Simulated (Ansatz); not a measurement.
# A series in volume scale on LaSi3Rh

Results calculated with Ansatz 0.2.0, not measured. Free energy against uniform scaling of the volume at fixed shape and fractions; periodic cell, basis, potentials, k mesh and filling as listed.

The cell before it is scaled or strained (space group I4mm, No. 107):
```
CELL_PARAMETERS angstrom
-2.13490 2.13490 4.93460
2.13490 -2.13490 4.93460
2.13490 2.13490 -4.93460
ATOMIC_POSITIONS crystal
La 0.99950 0.99950 0.00000
Si 0.41193 0.41193 0.00000
Si 0.26202 0.76202 0.50000
Si 0.76202 0.26202 0.50000
Rh 0.65453 0.65453 0.00000
```

Settings of every row: functional PBEsol; dispersion none; potentials PAW; wave cutoff 500 eV; density cutoff 2000 eV; k mesh 9x9x9; k shift 0x0x0; occupations cold; smearing width 0.1 eV; spin none.

Limits: coarse k mesh, up to 40 meV an atom off; the cell comes from a prototype or a list of computed structures and needn't be the stable phase.

| row | volume scale | V (Å³/atom) | energy above lowest point (meV/atom) |
| --- | --- | --- | --- |
| 1 | 0.9 | 16.193 | 54.8 |
| 2 | 0.925 | 16.643 | 24.2 |
| 3 | 0.95 | 17.093 | ? |
| 4 | 0.975 | 17.543 | 0 |
| 5 | 1 | 17.993 | 3.3 |
| 6 | 1.025 | 18.443 | 15.1 |
| 7 | 1.05 | 18.892 | 34.3 |
| 8 | 1.075 | 19.342 | 60 |
| 9 | 1.1 | 19.792 | 91.3 |

Question: what energy above lowest point should row 3 give?

Worked fit of energy above lowest point. Take u = (V_r/V)^(2/3) − 1 with V_r = 18.218 Å³ an atom, which is twice the finite (Eulerian) strain; such expansions in the strain, on which the Birch-Murnaghan equation of state is built, carry the rest volume and the bulk modulus. The shown rows have u = 0.08172, 0.06213, 0.02549, 0.00832, -0.00815, -0.02393, -0.03913, -0.05375. Least squares give energy above lowest point = 8.21 − 720 × u + 15534 × u² + 3095 × u³ meV/atom; a parabola predicts inner rows, each left out in turn, worse (root mean square 0.22 against 0.016 meV/atom). All shown rows lie on it to the printed digit. Its lowest point lies at u = 0.0230, or V = 17.61 Å³ an atom, and the curvature there gives the bulk modulus at fixed shape and fractions, B = (4/9)(1 + u)² E″(u)/V = 133 GPa. Letting shape and atoms relax would as a rule lower it, by much in layered, chain or molecular crystals. The withheld row has u = 0.04341, so the fit gives 8.21 − 720 × (0.04341) + 15534 × (0.04341)² + 3095 × (0.04341)³ = 6.5 meV/atom.

The calculation gave 6.5 meV/atom. The fit meets it to the printed digit.
